**Question.** I have a scan of hexagonal close-packed aluminium in which the cell is stretched or flattened along its sixfold axis while its volume stays fixed. The axial ratio is height over width, divided by its value in the starting cell. Two slightly flattened cells come out below the starting energy, which makes me wonder whether this crystal is unstable. What should I expect at 0.85 and 0.8: a further fall, a second minimum or a climb, and how large?

Hcp Al (starting cell a = 2.812, c = 4.867 Å, not relaxed at this level), strained along c at fixed volume and fractional coordinates. Calculated with Ansatz 0.2.0: plane-wave PAW, scalar-relativistic r2SCAN, no spin polarisation, cutoff 500 eV, 21×21×12 k mesh, Gaussian smearing 0.15 eV. Free energies are relative to the starting cell; pressure is positive in compression.

| axial ratio (over its starting value) | energy change (meV/atom) | pressure (GPa) |
| --- | --- | --- |
| 0.8 | ? | ? |
| 0.85 | ? | ? |
| 0.92 | -2.9 | -3.23 |
| 0.96 | -6.9 | -3.23 |
| 1 | 0.0 | -2.91 |
| 1.05 | 16.6 | -2.09 |
| 1.1 | 45.3 | -0.69 |
| 1.2 | 137.3 | 3.35 |
| 1.3 | 273.0 | 8.68 |

**Answer.** The negative energies come from the choice of starting cell. Its height-to-edge ratio, c/a, is 1.731, while ideal packing of spheres has $\sqrt{8/3}=1.633$. The start is thus too tall, and some flattening brings it closer to ideal packing, which it reaches at an axial ratio of about 0.94. The question is what happens beyond that point.

Each atom has six neighbours in its own layer and three in each adjacent layer. Flattening at fixed volume pushes the layers together and spreads the atoms within them, so one set of six contacts shortens while the other lengthens. Stretching does the reverse. Near ideal packing the two changes cancel to first order: if the axial ratio grows by a small fraction $\delta$, contacts in the layer shorten by $\delta/3$ and those between layers lengthen by $\delta/3$.

A simpler system shows why this still costs energy. Take a bead on a line between two fixed, identical neighbours that both repel it steeply. Moved either way, it loses more at the short contact than it gains at the long one, so the middle is the best place. The analogy ends there, because left and right are equivalent for the bead, while flattening and stretching are not equivalent for the crystal.

The difference lies in how fast the short contacts shrink. On stretching, the contacts within the layer keep shortening by the same fraction for each equal fractional rise of the axial ratio. On flattening, the slanting contacts between layers tip over towards the widening plane, so they shorten ever more slowly, and below a c/a of about $\sqrt{2/3}\approx0.8$ they would grow longer again. Flattening should therefore be the softer direction in the range of this scan. In a far flatter cell this would end, because atoms two layers apart, one directly above the other, would come into contact.

This gives a first guess without a fit. At 0.8 the shortest contact is 2.73 Å, almost the same as the 2.72 Å at 1.1, where the energy is 45 meV per atom. The flattened cell should cost about as much. A correction is needed because the energy favours slightly taller cells than sphere packing does: 0.92 and 0.96 lie on either side of ideal packing, yet 0.96 is lower by 4 meV, more than its slightly smaller distance from ideal packing would explain. The size of this shift is uncertain, since the computed curve is uneven by a meV or two near its minimum.

A simple formula combines the two effects. With $r$ the axial ratio, $d_1$ the contact in the layer, $d_2$ the contact between layers and $d_0$ their common length at ideal packing, the energy change in meV per atom is

$$E = -437.8 + 214.6\left[\left(\frac{d_0}{d_1}\right)^{10.62}+\left(\frac{d_0}{d_2}\right)^{10.62}\right]-46.84\,\ln r .$$

The constants and the exponent were fitted to the seven rows with known results. They can partly stand in for one another, so none of them measures a force by itself. Nor does a good fit prove that repulsion between contacts is the cause, since the contribution of the conduction electrons is not separated here.

For $r=0.8$, which was not part of the fit, the volume of 16.67 Å³ per atom gives $d_0=(\sqrt2\times16.67)^{1/3}=2.867$ Å. With $d_1=3.029$ Å and $d_2=2.731$ Å the two powers are 0.558 and 1.676, so that

$$E \approx -437.8 + 214.6\times2.234 + 10.5 \approx 52 .$$

Unrounded constants give 53 meV. An ordinary parabola in $\ln r$, which treats both directions as equally stiff, gives 102 meV instead. It also follows the known rows less closely, though it has one adjustable constant fewer. I prefer the contact formula because the geometry gives a reason for the softer side.

My energy forecasts are **53 ± 20 meV at 0.8** and **21 ± 9 meV at 0.85**, relative to the starting cell, with no second minimum. The error bars are a judgement: one third of the forecast rise above the lowest known value. No structure of higher symmetry lies on this path that would force another extremum.

The pressure should rise as well. When contacts are crowded, the repulsion pushes outwards harder, whichever set is short. The known pressures agree with this, being lowest and equal at 0.92 and 0.96, on either side of ideal packing. A straight line in the same sum of powers, fitted to the same seven rows, gives **−1.1 ± 0.7 GPa at 0.8** and **−2.3 ± 0.3 GPa at 0.85**, with error bars set by the same rule.

The withheld rows as computed:

| axial ratio (over its starting value) | energy change (meV/atom) | pressure (GPa) |
| --- | --- | --- |
| 0.8 | 67.1 | -0.56 |
| 0.85 | 25.6 | -2.11 |

All four values fall within their error bars. The energy climbs on flattening, a second minimum does not appear down to 0.8, and the pressure rises while staying negative. The parabola is too high by 35 meV at 0.8 and by 17 meV at 0.85, so flattening is softer than that curve implies. The first guess, however, fell well short: the cells at 0.8 and 1.1 have nearly the same contact lengths, yet the flattened one costs 67.1 meV against 45.3 meV. The nearest contacts therefore do not settle the energy by themselves. Part of the gap arises because 0.8 lies further from the minimum, near 0.95, than 1.1 does. Measured from that minimum, flattening and stretching by equal factors cost nearly the same, so any extra softness of the flattened side is small.

The misses of the fitted contact formula share a direction: it is too low in both energies and both pressures. At 0.8 the energy lies $67.1+6.9=74.0$ meV above the lowest row, and the forecast fell 14.5 meV short, about a fifth of that rise. The formula, fitted almost entirely to cells taller than the one at the minimum, thus exaggerates how soft the flattened side is. More distant neighbours or the response of the conduction electrons may supply the extra stiffness, but these results cannot tell the two apart.

For practical use, keep in mind that the volume was never relaxed. The starting cell is under −2.91 GPa, which means that it would contract if allowed to, and the energies would shift with it. The change of sign in the pressure between 1.1 and 1.2 does not mark a stress-free crystal either: the energy is still rising steeply there, so the stresses along and across the axis do not vanish separately.

As for stability, the scan shows that at this volume hcp aluminium resists both flattening and stretching away from an axial ratio of about 0.95. It does not test other distortions or a change of stacking, and the face-centred cubic structure that aluminium adopts in nature is not on this path. The printed analysis below gives the contact lengths and the fits.

Output of the analysis:

```
Geometry of the cell:
   row    c/a  contact in the layer (A)  contact between layers (A)
   0.8  1.385                     3.029                       2.731
  0.85  1.471                     2.969                       2.776
  0.92  1.592                     2.891                       2.843
  0.96  1.662                     2.851                       2.884
   1.0  1.731                     2.812                       2.925
  1.05  1.817                     2.767                       2.978
   1.1  1.904                     2.724                       3.033
   1.2  2.077                     2.646                       3.144
   1.3   2.25                     2.577                       3.258
Axial ratio at which the packing is ideal: 0.9435
fit of energy_change on 7 rows: constant -437.8 +/- 3.5, coefficient of (dref/flat)**s + (dref/skew)**s 214.6 +/- 1.7, coefficient of strain -46.84 +/- 6.9, s 10.62; rms 0.487, worst 0.96 0.968, leave-one-out rms 1.13
  rows outside the fit (model, value, miss): 0.8 52.59, 67.1, -14.5; 0.85 20.7, 25.6, -4.9
fit of energy_change on 7 rows: constant -3.382 +/- 1.6, coefficient of strain 225.5 +/- 22, coefficient of strain**2 3121 +/- 110; rms 2.52, worst 1.2 4.19, leave-one-out rms 7.28
  rows outside the fit (model, value, miss): 0.8 101.7, 67.1, 34.6; 0.85 42.41, 25.6, 16.8
fit of pressure on 7 rows: constant -20.75 +/- 0.27, coefficient of crowd 8.778 +/- 0.11; rms 0.12, worst 1.2 -0.234, leave-one-out rms 0.29
  rows outside the fit (model, value, miss): 0.8 -1.123, -0.56, -0.563; 0.85 -2.311, -2.11, -0.201
Error bar of the energy forecast at 0.80 (meV/atom): 19.83
Error bar of the energy forecast at 0.85 (meV/atom): 9.199
Error bar of the pressure forecast at 0.80 (GPa): 0.7025
Error bar of the pressure forecast at 0.85 (GPa): 0.3064
```
